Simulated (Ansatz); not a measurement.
# BiTe: formation energy and pressure against volume per atom

All results are calculated (Ansatz 0.2.0). Plane-wave density functional theory, PAW datasets, Gaussian smearing 0.05 eV: one cell in which all forces lie under 0.002 eV/angstrom; stress (xx yy zz yz xz xy) and pressure positive in compression; site moments are of spin alone; formation energy from the elements run alike, uncorrected.

Cell of the first row (space group F-43m, No. 216):
```
CELL_PARAMETERS angstrom
0.00000 3.47330 3.47330
3.47330 0.00000 3.47330
3.47330 3.47330 0.00000
ATOMIC_POSITIONS crystal
Bi 0.00000 0.00000 0.00000
Te 0.25000 0.25000 0.25000
```

Settings of every row: paw set soft_2; functional PBEsol; spin treatment none; moment partition spheres; spin axis none; wave cutoff 420 eV; k mesh 8x8x8; SCF start atoms; lower state search light; symmetry use detected.

Atom first moment, atom hubbard u: 0 on all atoms.

Limits: formation energy without spin-orbit coupling on heavy elements; the cell comes from a prototype or a list of computed structures and needn't be the stable phase.

```csv
row,volume per atom (Å³),formation energy (eV per atom),pressure (GPa)
1,41.903,0.2912,2.771
2,42.677,0.2797,2.003
3,43.341,0.2726,1.398
4,44.244,?,?
5,45.147,0.2651,-0.008
6,46.05,0.2668,-0.598
7,46.953,0.2716,-1.128
8,47.547,0.2763,-1.447
```

Question: what formation energy and pressure should row 4 give?

Worked fit of formation energy. Take u = (V_r/V)^(2/3) − 1 with V_r = 45.147 Å³ an atom, which is twice the finite (Eulerian) strain; such expansions in the strain, on which the Birch-Murnaghan equation of state is built, carry the rest volume and the bulk modulus. The shown rows have u = 0.05097, 0.03822, 0.02759, 0, -0.01312, -0.02581, -0.03394. Least squares give formation energy = 0.26509 − 0.0019 × u + 9.84 × u² + 4.92 × u³ eV per atom; a parabola predicts inner rows, each left out in turn, worse (root mean square 0.00012 against 4.3e-05 eV per atom). All shown rows lie on it to the printed digit. The withheld row has u = 0.01356, so the fit gives 0.26509 − 0.0019 × (0.01356) + 9.84 × (0.01356)² + 4.92 × (0.01356)³ = 0.2669 eV per atom.

The calculation gave 0.2669 eV per atom. The fit meets it to the printed digit.

Worked fit of pressure. Take u = (V_r/V)^(2/3) − 1 with V_r = 45.147 Å³ an atom, which is twice the finite (Eulerian) strain; such expansions in the strain, on which the Birch-Murnaghan equation of state is built, carry the rest volume and the bulk modulus. The shown rows have u = 0.05097, 0.03822, 0.02759, 0, -0.01312, -0.02581, -0.03394. Least squares give pressure = −0.0066 + 46.959 × u + 139.49 × u² + 169.1 × u³ GPa; a parabola predicts inner rows, each left out in turn, worse (root mean square 0.004 against 0.0021 GPa). The rows lie off it by -0.001, 0.002, -0.001, -0.001, 0.001, 0.001, -0.001. The pressure vanishes at u = 0.0001, or V = 45.14 Å³ an atom, and there the bulk modulus at fixed shape and fractions is B = −V dP/dV = (2/3)(1 + u) dP/du = 31.3 GPa. The withheld row has u = 0.01356, so the fit gives −0.0066 + 46.959 × (0.01356) + 139.49 × (0.01356)² + 169.1 × (0.01356)³ = 0.656 GPa.

The calculation gave 0.654 GPa. The fit lies 0.002 GPa (0.047 % of the column's range) above it; its largest miss of a shown row is 0.002 GPa.
